Question: Where do the pattern-density and step-height formulas of oxide CMP come from?

We polish interlevel oxide deposited over aluminium lines, and the layout runs from about 20 % to 80 % density across the die. The rules I was given say that raised areas polish at K/ρ, that the step later decays exponentially once the pad touches the trenches, and that the die ends up with a thickness spread equal to the step height times the density range. How are these derived, from which moment does the exponential run, and why does longer polishing not remove the spread?

Answer

All three rules follow from Preston's law, a load balance and a spring model of the pad surface. The averaging of the density is a further premise, which is motivated below but remains a closure. The density part is usually credited to Stine and co-workers and the step-height part to Grillaert and co-workers.

1. Conventions and premises

The height z is measured from the top of the Al lines towards the pad. "Up" areas are the raised oxide at height z_u, "down" areas the trench floors at z_d, and h = z_u − z_d is the step. Initially z_u = z0 and h = z1. The local density ρ_loc(x) is the area fraction of raised oxide, averaged over a cell that holds many lines but is small against the die. It refers to the oxide surface, not the metal mask: a deposit that widens a line of width w₀ and pitch P by b on each side gives ρ_loc = (w₀ + 2b)/P, capped at 1.

P1 (Preston, 1927). The local removal rate is proportional to the local pressure, −dz/dt = k_P v p_local, with the same k_P and sliding speed v everywhere. An unpatterned film under the nominal pressure p polishes at K = k_P v p, so the rate is K p_local/p.

P2 (Winkler pad). The pad surface acts as independent springs of stiffness k per unit area (Pa/m) that push but do not pull. If w(x) is the height at which the unloaded pad surface would lie, p_local = k(z − w) for z > w and zero otherwise. The level w is common to neighbouring up and down areas.

P3 (load balance with an effective density). At each x the pressures obey

(1) ρ p_u + (1 − ρ) p_d = p,

where ρ(x) = ∫ W(x − x′) ρ_loc(x′) d²x′ is the average over a window W with ∫ W d²x = 1, whose width L is the planarisation length. For a uniform pattern ρ = ρ_loc and (1) is the exact force balance.

P4. Sidewalls are vertical and removal is vertical, so ρ does not change in time, and the surface is oxide throughout.

P5. The topography is rigid compared with the pad. This can be checked. With the room-temperature constants compiled by Blaschke for fcc Al, C11 = 106.75 GPa, C12 = 60.41 GPa, C44 = 28.34 GPa, the anisotropy ratio 2C44/(C11 − C12) = 1.22 exceeds 1, so [100] is the softest direction, with E = (C11 − C12)(C11 + 2C12)/(C11 + C12) = 63.1 GPa. A line 800 nm thick under 175 kPa, the largest pressure met below, shortens by 2.2 pm at most. An oxide layer of 2000 nm with a typical modulus of about 70 GPa adds 5 pm. Both are negligible against steps of nanometres and more.

2. Pressures when the pad touches both levels

By P2, p_u = k(z_u − w) and p_d = k(z_d − w). Subtraction removes the unknown w:

(2) p_u − p_d = k h.

Put p_u = p_d + k h into (1): ρ p_d + ρ k h + (1 − ρ) p_d = p. Hence

(3) p_d = p − ρ k h, p_u = p + (1 − ρ) k h.

The springs cannot pull, so (3) holds only while p_d ≥ 0, that is for

(4) h ≤ h_c = p/(ρ k).

The meaning is simple. With the trenches unloaded the up areas carry p/ρ and indent the pad by p/(ρ k). The free pad surface reaches the trench floor when the step equals that indentation. Sparse regions indent the pad more deeply and so have the larger h_c.

3. Stage I: step taller than h_c

For h > h_c, p_d = 0 and (1) gives p_u = p/ρ. By P1 the rates are R_u = K/ρ and R_d = 0, so

(5) z_u = z0 − K t/ρ, z_d = z0 − z1, h = z1 − K t/ρ.

The stage ends when h = h_c, at

(6) t_c = ρ(z1 − h_c)/K = (ρ z1 − p/k)/K.

At h = h_c, (3) gives p_u = p + (1 − ρ)p/ρ = p/ρ and p_d = 0, so pressures and rates are continuous through contact. Stage I exists only if z1 > h_c, or ρ > p/(k z1).

4. Stage II: exponential decay

For h < h_c, P1 and (3) give

(7) R_u = K[1 + (1 − ρ) k h/p], R_d = K[1 − ρ k h/p] = K(1 − h/h_c).

The step changes at the difference of the two rates, and the density cancels in that difference:

(8) dh/dt = −(R_u − R_d) = −(K k/p) h.

Define

(9) τ = p/(k K) = ρ h_c/K = 1/(k k_P v).

Separating variables, dh/h = −dt/τ, and integrating from the contact point (t_c, h_c):

(10) h(t) = h_c exp[−(t − t_c)/τ], t ≥ t_c.

So the clock of the exponential starts at contact, not at the start of the polish. If z1 ≤ h_c the pad touches the floors from the outset and h = z1 exp(−t/τ).

Three remarks on (9). The form ρ h_c/K looks density dependent but is not, because ρ h_c = p/k; it says that the initial slope h_c/τ equals the stage I slope K/ρ. With constant k, τ does not depend on the down force either, since K ∝ p. And (6) reads t_c = ρ z1/K − τ: contact comes one time constant before the moment ρ z1/K at which a locally rigid pad (k → ∞, h_c → 0, τ → 0) would have cut the step away completely.

5. Heights at any time

Multiply R_u by ρ and R_d by 1 − ρ and add. By P1 and (1), in both stages,

(11) ρ R_u + (1 − ρ) R_d = K.

The weighted height z_m = ρ z_u + (1 − ρ) z_d therefore falls at exactly K. It starts at ρ z0 + (1 − ρ)(z0 − z1), so z_m = z0 − (1 − ρ) z1 − K t. From the definitions of z_m and h, z_u = z_m + (1 − ρ)h and z_d = z_m − ρ h. Thus

(12) z_u = z0 − K t − (1 − ρ)(z1 − h),
(13) z_d = z0 − z1 − K t + ρ(z1 − h),

with h from (5) or (10). Inserting (5) into (12) gives z0 − K t − (1 − ρ)K t/ρ = z0 − K t/ρ, as it should. Integrating R_u of (7) directly from t_c gives a removal K(t − t_c) + (1 − ρ)(h_c − h); adding the stage I removal z1 − h_c and using K t_c = ρ(z1 − h_c) reproduces (12). The oxide lost from the trench floors is, from (13), K t − ρ(z1 − h).

6. The final global spread

When t − t_c ≫ τ everywhere, h → 0 and both levels merge at

(14) z(x, t) = z0 − z1 − K t + ρ(x) z1.

Only the last term depends on position, so

(15) z_max − z_min = z1 (ρ_max − ρ_min),

with the extremes of the effective density and the thickest oxide in the densest region. Neither k, p, K nor t appears. For a uniform block the reason is bookkeeping of volume: every region loses volume at K per unit area because it carries the load p, and a region began with the extra volume ρ z1 above the trench level. Once the steps are gone all regions recede at the same K, so the difference is frozen. This is why further polishing does not help within the model. A residual step adds (1 − ρ)h to the height over the lines, by (12).

The word final matters, because the spread over the lines can pass through a maximum on the way. For two regions ρ1 < ρ2, Δ = z_u(ρ2) − z_u(ρ1) obeys dΔ/dt = R_u(ρ1) − R_u(ρ2). Suppose region 1 is in stage II and region 2 still in stage I. The rates are equal when 1 + (1 − ρ1)k h1/p = 1/ρ2, or

(16) h1* = (p/k)(1 − ρ2)/[ρ2(1 − ρ1)], t* = t_c1 + τ ln(h_c1/h1*),

valid if t* < t_c2. After t* the dense region polishes faster than the sparse one and Δ falls towards (15). In the rigid-pad limit the peak lies at t = ρ1 z1/K and equals z1(1 − ρ1/ρ2), which is the final spread divided by ρ2.

7. What the window does

Take a Gaussian window that falls to 1/e of its peak at radius L/2 (other shapes and definitions of L are in use, and values of L do not transfer between them):

W(r) = (4/(π L²)) exp(−4r²/L²).

Integrating over y leaves (2/(√π L)) exp(−4x²/L²). For a layout ρ_loc = ρ0 + a cos(qx), the sine part of cos q(x − x′) integrates to zero by symmetry, and the Gaussian cosine integral ∫ exp(−βx²) cos(qx) dx = √(π/β) exp(−q²/(4β)) with β = 4/L² gives

(17) ρ(x) = ρ0 + a g cos(qx), g = exp(−q²L²/16) = exp(−π²L²/(4Λ²)),

for period Λ = 2π/q. The final spread is then 2 a g z1. Density variations with Λ well below L leave no trace, and those with Λ well above L print through in full.

Where ρ ≠ ρ_loc, (1) is not a local force balance. The true area-averaged pressure in a cell is ρ_loc p_u + (1 − ρ_loc)p_d = p + (ρ_loc − ρ)(p_u − p_d). By P1, (K/p)(p_u − p_d) = −dh/dt, so the volume removed per unit area is K t + (ρ_loc − ρ)(z1 − h). A dense patch in sparse surroundings draws extra load and loses extra oxide, which is the intended physics. For a periodic array of dies the averages of ρ and ρ_loc are equal, so once h → 0 the total removal is exactly K t. At intermediate times the total load is not exactly p. While all regions are in stage I it is p⟨ρ_loc/ρ⟩. Writing ρ_loc = ρ/g + ρ0(1 − 1/g) and using ⟨1/(ρ0 + c cos θ)⟩ = 1/√(ρ0² − c²),

(18) ⟨ρ_loc/ρ⟩ = 1/g + (1 − 1/g) ρ0/√(ρ0² − a²g²),

which is 1 for g = 1 and g → 0 and slightly below 1 between. This measures the inconsistency of the closure.

The physical origin of L is the stiffness of the pad body against long undulations. Model the hard top pad as a plate of bending stiffness D on a soft sub-pad of stiffness k_s, with the wafer held flat. After the steps are gone, a surface undulation δz cos(qx) deflects the plate by δw, with δp = k(δz − δw) and δp = (k_s + D q⁴) δw. Eliminating δw gives δp = κ δz with

(19) 1/κ = 1/k + 1/(k_s + D q⁴).

By P1 the undulation decays as exp(−K κ t/p). Short waves are erased and long ones survive, with the divide roughly where D q⁴ K t/p = 1, or Λ* = 2π (D K t/p)^(1/4). A fixed window imitates this filter. Since Λ* grows only as the fourth root of the removal, by 19 % for a doubling, a constant L is a fair stand-in for one recipe. The term k_s acts even as q → 0, where g = 1, so it is absent from the window: the spread (15) relaxes in truth with the long time constant p/(K k_s).

8. How much depends on the linear spring

A real pad touches through asperities. For an exponential distribution of asperity heights with decay length s, the Greenwood–Williamson picture gives a pressure ∝ exp[(z − w)/s], so p_u/p_d = e^u with u = h/s. Then (1) gives p_d = p/(ρ e^u + 1 − ρ), p_u = e^u p_d and

(20) dh/dt = −K (e^u − 1)/(ρ e^u + 1 − ρ).

For u ≫ 1 this tends to −K/ρ, stage I. For u ≪ 1 it tends to −K h/s, which is (8) with k = p/s. Since d/du [ρ u + ln(1 − e^(−u))] = (ρ e^u + 1 − ρ)/(e^u − 1), the exact integral is

(21) ρ h + s ln(1 − e^(−h/s)) = ρ z1 + s ln(1 − e^(−z1/s)) − K t.

For z1 ≫ s and late times, h → s exp[(ρ z1 − K t)/s]. Equation (10) with p/k = s, h_c = s/ρ and t_c/τ = ρ z1/s − 1 gives the same exponential times 1/(e ρ), a factor from 1.84 at ρ = 0.2 to 0.46 at ρ = 0.8. So the two limiting rates are robust, the sharp contact height is an artefact of the linear spring, and the size of the residual step is uncertain by about a factor of two. Equations (11) to (15) never used P2 beyond h → 0 and are untouched. The two pictures differ in one testable way: constant k makes τ independent of p, whereas constant s gives τ = s/K ∝ 1/p.

9. Range of validity

The result needs (a) one material at the surface, so it stops applying when a stop layer or the metal is reached; (b) linear Preston behaviour between zero and p/ρ, which fails for slurries with a pressure threshold or strongly nonlinear response, and at very low ρ where p/ρ is extreme; (c) features much smaller than L, so that a common w exists, while trenches are wide enough for the asperities to enter; in narrower trenches the contact is delayed, and k, and with it h_c and τ, become dependent on feature size and must be fitted; (d) a constant ρ, which fails for the sloped profiles of high-density-plasma oxide, whose raised area grows as the peaks are cut, and at rounding corners; (e) the same z0, z1 and K over the die, since deposition and wafer-scale non-uniformity add to (15); (f) polish times short against p/(K k_s); and, for (15), (g) t − t_c of several τ in the densest region. K, k and L are properties of a pad, slurry and tool, not of the oxide, and k is an effective parameter of the loaded asperity tips, not a bulk modulus divided by a thickness.

10. Numerical illustration

Take Al lines giving z1 = 800 nm under z0 = 2000 nm of oxide, with raised-oxide densities from 0.2 to 0.8. The process inputs are illustrative values of typical size: p = 35 kPa, K = 4 nm/s, k = 3.5×10¹¹ Pa/m. Then p/k = 100 nm, τ = 25 s, and stage I exists for ρ > 0.125, so everywhere.

First let the blocks be much wider than L, so that ρ = ρ_loc. Bringing the step in the densest block down to 10 nm takes t_c + τ ln(h_c/10 nm) = 198 s; stop at t = 200 s, where K t = 800 nm.

ρ | p_u in stage I (kPa) | R_u in stage I (nm/s) | h_c (nm) | t_c (s) | h at 200 s (nm) | z_u at 200 s (nm) | floor loss (nm)
0.2 | 175 | 20 | 500 | 15 | 0.3 | 560 | 640
0.5 | 70 | 8 | 200 | 75 | 1.3 | 801 | 401
0.8 | 44 | 5 | 125 | 135 | 9.3 | 1042 | 167

The spread over the lines at 200 s is 482 nm against the limit of 480 nm from (15). On the way, (16) gives h1* = 31 nm at t* = 84 s, before the dense block makes contact and while its step is still 378 nm; the spread then peaks at 531 nm, where a rigid pad would give 600 nm.

Now let the density swing sinusoidally between the same limits, ρ0 = 0.5 and a = 0.3, and take L = 6 mm as a typical size. For Λ = 20 mm, g = 0.801, ρ runs from 0.260 to 0.740 and the final spread is 384 nm. For Λ = 10 mm, g = 0.411, ρ runs from 0.377 to 0.623 and the spread is 197 nm. A budget of 150 nm would need an effective density range of no more than 0.19, which is the arithmetic behind dummy fill.

The neglected terms have these sizes. The closure (18) carries 0.965 and 0.954 of the applied load in stage I for the two periods, a deficit of a few per cent in the early rates that leaves the final mean removal intact. With the asperity law (21) and s = 100 nm the residual step at ρ = 0.8 and 200 s is 19 nm instead of 9.3 nm, which raises z_u there by only 2 nm. For the pad body assume a top pad with modulus about 400 MPa, thickness d = 1.3 mm and Poisson ratio 0.3, so D = E d³/[12(1 − ν²)] = 0.080 N m, and k_s about 2×10⁹ Pa/m. Then p/(K k_s) = 4.4×10³ s and the exponent K t k_s/p over the whole polish is 0.046. Between wide blocks the sub-pad shifts load according to the offset of the pad level, δp ≈ k_s Δw. By P2, w = z_u − p/(ρ k) in stage I and w = z_m − p/k in stage II, so between ρ = 0.8 and ρ = 0.2 the offset is 375 nm at the start, rises linearly to 600 nm at 15 s, falls linearly to 480 nm at 135 s and stays there, with a mean of 517 nm over the 200 s. To first order in the exponent the wide-block spread is lowered by (K k_s/p) ∫ Δw dt, about 24 nm. The divide lies at q = 860 m⁻¹, or Λ* ≈ 7 mm, an order-of-magnitude estimate only, because q d = 1.1 is outside thin-plate theory and wafer bending is left out. The spreads are therefore good to about two figures; the third is printed only so that the algebra can be followed.

These are the model's numbers for assumed inputs. The wide-block value of about 0.5 µm rests only on z1 and the density range and is an upper bound on the final spread for this layout; the windowed values of about 0.2 to 0.4 µm rest also on the assumed L and on the window shape. A within-die range of a few hundred nanometres is typical of interlevel oxide over such unfilled layouts, and layouts with dummy fill typically lie lower because their effective density range is narrower.